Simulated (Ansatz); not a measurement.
A series in volume scale on ZrZn

Periodic Kohn-Sham DFT of a crystal at fixed atoms, scaled to volume_scale times the given cell; pressure positive in compression, energy less spherical unpolarised free atoms, largest_vzz the field gradient of largest size among the nuclei. The results are calculated, by Ansatz 0.2.0.

The cell before it is scaled or strained (space group Pm-3m, No. 221):
```
ZrZn
1.0
      3.3360     0.0000     0.0000
      0.0000     3.3360     0.0000
      0.0000     0.0000     3.3360
Zr Zn
1 1
Direct
  0.50000 0.50000 0.50000
  0.00000 0.00000 0.00000
```

Settings of every row: method all-electron LAPW; functional PBEsol; relativity scalar; k mesh 10x10x10; filling fermi-dirac; smearing width 0.08 eV; basis error target 0.5 meV/atom; nucleus gaussian.

Atom start moment: 0 on all atoms.

```csv
row,volume scale,V (Å³/atom),energy less free atoms (eV/atom),pressure (GPa)
1,0.94,17.449,-5.0138,2.806
2,0.96,17.82,-5.0172,0.197
3,0.98,18.192,-5.0149,-2.144
4,0.99,18.377,-5.0118,-3.223
5,1,18.563,-5.0075,-4.245
6,1.01,18.749,-5.002,-5.213
7,1.02,18.934,-4.9954,-6.129
8,1.04,19.306,?,?
9,1.06,19.677,-4.9593,-9.33
```

Question: what energy less free atoms and pressure should row 8 give?

Worked fit of energy less free atoms. Take u = (V_r/V)^(2/3) − 1 with V_r = 18.47 Å³ an atom, which is twice the finite (Eulerian) strain; such expansions in the strain, on which the Birch-Murnaghan equation of state is built, carry the rest volume and the bulk modulus. The shown rows have u = 0.03864, 0.02417, 0.01016, 0.00337, -0.00334, -0.00995, -0.0164, -0.04132. Least squares give energy less free atoms = −5.00979 − 0.6444 × u + 13.982 × u² eV/atom; a straight line predicts inner rows, each left out in turn, worse (root mean square 0.0067 against 3.3e-05 eV/atom). The rows lie off it by 0.0000, 0.0000, 0.0000, 0.0000, 0.0000, 0.0000, 0.0001, 0.0000. Its lowest point lies at u = 0.0230, or V = 17.85 Å³ an atom, and the curvature there gives the bulk modulus at fixed shape and fractions, B = (4/9)(1 + u)² E″(u)/V = 117 GPa. The withheld row has u = -0.02908, so the fit gives −5.00979 − 0.6444 × (-0.02908) + 13.982 × (-0.02908)² = -4.9792 eV/atom.

The calculation gave -4.9792 eV/atom. The fit meets it to the printed digit.

Worked fit of pressure. Take u = (V_r/V)^(2/3) − 1 with V_r = 18.47 Å³ an atom, which is twice the finite (Eulerian) strain; such expansions in the strain, on which the Birch-Murnaghan equation of state is built, carry the rest volume and the bulk modulus. The shown rows have u = 0.03864, 0.02417, 0.01016, 0.00337, -0.00334, -0.00995, -0.0164, -0.04132. Least squares give pressure = −3.7397 + 152.834 × u + 425.9 × u² GPa; a straight line predicts inner rows, each left out in turn, worse (root mean square 0.2 against 0.0048 GPa). The rows lie off it by 0.004, -0.006, -0.001, -0.003, 0.000, 0.005, 0.003, -0.002 (root mean square 0.0035 GPa). The pressure vanishes at u = 0.0230, or V = 17.85 Å³ an atom, and there the bulk modulus at fixed shape and fractions is B = −V dP/dV = (2/3)(1 + u) dP/du = 118 GPa. The withheld row has u = -0.02908, so the fit gives −3.7397 + 152.834 × (-0.02908) + 425.9 × (-0.02908)² = -7.824 GPa.

The calculation gave -7.818 GPa. The fit lies 0.006 GPa (0.049 % of the column's range) below it; its largest miss of a shown row is 0.006 GPa.
